**Low-lying states of GeH2: what is the second ¹A1 state?**

The table holds vertical energies of four singlets and two triplets of GeH2 from full CI in cc-pVDZ with cores and 3d frozen (Ansatz 0.2.0), at one geometry and without relativity. The program extracts promotion energies P and exchange integrals K from the B1 and A2 singlet–triplet pairs and tests a frozen-orbital relation E(i²→a²) = 2P + U with U ≥ 0. It compares electron-counting patterns for several assignments of row 4 with the state-averaged natural occupations of the same calculation. The occupations favour a doubly filled out-of-plane p orbital (rms 0.044 against 0.178 for a single excitation). The sign of U favours n²→p² (+1.766 eV) over σ²→p² (−2.534 eV), and the parameter-free guide U = 4K overshoots row 4 by 10 %.

Ansatz 0.2.0, full CI/cc-pVDZ for the four lowest singlets and two lowest triplets of neutral GeH2, all at one PBE0/def2-TZVP geometry. Six valence electrons are correlated, with the Ge core including 3d frozen, and relativity is left out. Irreps are those of C2v, with the out-of-plane Ge 4p orbital as b1.

## Numerical check

```python
# Table: vertical energies (eV) of four singlets and two triplets of GeH2, full CI (frozen core and 3d)/cc-pVDZ,
# Ansatz 0.2.0. Tested: a frozen-orbital configuration model, E(i->a) = P -/+ K, E(ii->aa) = ES + ET + U with U >= 0,
# and three assignments of the second 1A1 state, using state-averaged natural occupations.
T = {
    'row': [1, 2, 3, 4, 5, 6],
    'state_multiplicity': [1, 1, 1, 1, 3, 3],
    'state_irrep': ['A1', 'B1', 'A2', 'A1', 'B1', 'A2'],
    'state_energy': [0.0, 2.547, 4.322, 5.685, 1.372, 3.897],  # eV
}
import numpy as np
E = np.array(T['state_energy'], float)
key = [(int(m), s) for m, s in zip(T['state_multiplicity'], T['state_irrep'])]
get = lambda m, s: [e for e, k in zip(E, key) if k == (m, s)]
E4 = get(1, 'A1')[1]
# typed from further outputs of the same run: geometry, total energies, convergence, averaged occupations
dy, dz = 1.09 + 0.03, 1.13
Emean, E1, resid = -56503.0045, -56505.975, 0.00061
occ = np.array([1.942224, 1.610852, 1.306916, 0.98294, 0.045535, 0.038363])
print(f"Ge-H {np.hypot(dy, dz):.2f} A, H-Ge-H {2*np.degrees(np.arctan2(dz, dy)):.1f} deg")
print(f"table rounding 0.0005 eV, largest convergence residual {resid:.4f} eV")
print(f"mean of six levels {E.mean():.4f} eV; averaged total energy minus row 1 {Emean-E1:.4f} eV")
P, K, S, Tr = {}, {}, {}, {}
for lab, ir in (('n', 'B1'), ('sigma', 'A2')):
    S[lab], Tr[lab] = get(1, ir)[0], get(3, ir)[0]
    P[lab], K[lab] = (S[lab] + Tr[lab])/2, (S[lab] - Tr[lab])/2
    print(f"{lab}->p ({ir}): splitting {2*K[lab]:.3f} eV, P {P[lab]:.3f} eV, K {K[lab]:.3f} eV, P/K {P[lab]/K[lab]:.1f}")
Kc = (K['n'] + K['sigma'])/2
print(f"K ratio n/sigma {K['n']/K['sigma']:.2f}; P difference {P['sigma']-P['n']:.3f} eV")
print(f"one common K {Kc:.3f} eV: each splitting off by {abs(2*Kc-2*K['n']):.3f} eV")
print("Row 4 occupations: six-state average, five largest, sorted")
# orbital order: a1 bond, sigma(b2), n(a1), p(b1), higher
base = np.array([[2,2,2,0,0], [2,2,1,1,0], [2,1,2,1,0], [2,2,1,1,0], [2,1,2,1,0]], float).sum(0)
cand = {'n2->p2': [2,2,0,2,0], 'sigma2->p2': [2,0,2,2,0], 'n->higher': [2,2,1,0,1],
        'sigma->higher': [2,1,2,0,1], 'n,sigma->p2 (B2)': [2,1,1,2,0]}
print("calculated        " + " ".join(f"{x:.3f}" for x in occ[:5]))
rms = {}
for k, v in cand.items():
    m = np.sort((base + np.array(v))/6)[::-1]
    r = occ[:5] - m
    rms[k] = np.sqrt(np.mean(r**2))
    print(f"{k:17s} " + " ".join(f"{x:.3f}" for x in m) + f"  rms {rms[k]:.3f} worst {r[np.argmax(abs(r))]:+.3f}")
top = occ[:4].sum()
print(f"four largest hold {top:.3f} e, all others together {6-top:.3f} e; one single needs {1/6:.3f} e")
print("four largest rescaled to 6 e: " + " ".join(f"{x:.3f}" for x in occ[:4]*6/top))
print(f"p electrons left for row 4 if four states give 1, row 1 gives 0: {6*occ[3]-4:.2f}")
print(f"fifth occupation x6 {6*occ[4]:.2f}; fifth plus sixth x6 {6*(occ[4]+occ[5]):.2f}")
print(f"Row 4 energy {E4:.3f} eV against additive estimates")
for lab, val in (('2 x triplet B1', 2*Tr['n']), ('2P(n)', 2*P['n']), ('2 x singlet B1', 2*S['n']),
                 ('2P(sigma)', 2*P['sigma']), ('rows 3+5, B1 x A2 = B2', S['sigma'] + Tr['n'])):
    print(f"  {lab:24s} {val:.3f} eV, row 4 minus this {E4-val:+.3f} eV")
U = {l: E4 - 2*P[l] for l in P}
print(f"U needed: n2->p2 {U['n']:+.3f} eV = {U['n']/K['n']:.2f} K; sigma2->p2 {U['sigma']:+.3f} eV")
g = 2*P['n'] + 4*K['n']
print(f"pure-p guide U = 4K = {4*K['n']:.3f} eV: row 4 at {g:.3f} eV, error {g-E4:+.3f} eV ({100*(g-E4)/E4:+.1f} %)")
D = np.sqrt(E4**2 - 4*K['n']**2)
d, w = (E4 - D)/2, (1 - D/E4)/2
print(f"two-level n2/p2 model: unmixed gap {D:.3f} eV, shift d {d:.3f} eV, p2 weight in row 1 {100*w:.1f} %")
print(f"triplet B1 above unmixed n2: {Tr['n']-d:.3f} eV; d is {100*d/Tr['n']:.1f} % of the gap {Tr['n']:.3f} eV")
assert abs(E.mean() - (Emean - E1)) < 0.002
assert K['n'] > K['sigma'] > 0 and P['n'] > K['n']
assert rms['n2->p2'] < min(rms['n->higher'], rms['sigma->higher'], rms['n,sigma->p2 (B2)'])
assert U['n'] > 0 > U['sigma']
```

Printed output:

```
Ge-H 1.59 A, H-Ge-H 90.5 deg
table rounding 0.0005 eV, largest convergence residual 0.0006 eV
mean of six levels 2.9705 eV; averaged total energy minus row 1 2.9705 eV
n->p (B1): splitting 1.175 eV, P 1.960 eV, K 0.588 eV, P/K 3.3
sigma->p (A2): splitting 0.425 eV, P 4.109 eV, K 0.213 eV, P/K 19.3
K ratio n/sigma 2.76; P difference 2.150 eV
one common K 0.400 eV: each splitting off by 0.375 eV
Row 4 occupations: six-state average, five largest, sorted
calculated        1.942 1.611 1.307 0.983 0.046
n2->p2            2.000 1.667 1.333 1.000 0.000  rms 0.044 worst -0.058
sigma2->p2        2.000 1.667 1.333 1.000 0.000  rms 0.044 worst -0.058
n->higher         2.000 1.667 1.500 0.667 0.167  rms 0.178 worst +0.316
sigma->higher     2.000 1.667 1.500 0.667 0.167  rms 0.178 worst +0.316
n,sigma->p2 (B2)  2.000 1.500 1.500 1.000 0.000  rms 0.105 worst -0.193
four largest hold 5.843 e, all others together 0.157 e; one single needs 0.167 e
four largest rescaled to 6 e: 1.994 1.654 1.342 1.009
p electrons left for row 4 if four states give 1, row 1 gives 0: 1.90
fifth occupation x6 0.27; fifth plus sixth x6 0.50
Row 4 energy 5.685 eV against additive estimates
  2 x triplet B1           2.744 eV, row 4 minus this +2.941 eV
  2P(n)                    3.919 eV, row 4 minus this +1.766 eV
  2 x singlet B1           5.094 eV, row 4 minus this +0.591 eV
  2P(sigma)                8.219 eV, row 4 minus this -2.534 eV
  rows 3+5, B1 x A2 = B2   5.694 eV, row 4 minus this -0.009 eV
U needed: n2->p2 +1.766 eV = 3.01 K; sigma2->p2 -2.534 eV
pure-p guide U = 4K = 2.350 eV: row 4 at 6.269 eV, error +0.584 eV (+10.3 %)
two-level n2/p2 model: unmixed gap 5.562 eV, shift d 0.061 eV, p2 weight in row 1 1.1 %
triplet B1 above unmixed n2: 1.311 eV; d is 4.5 % of the gap 1.372 eV
```
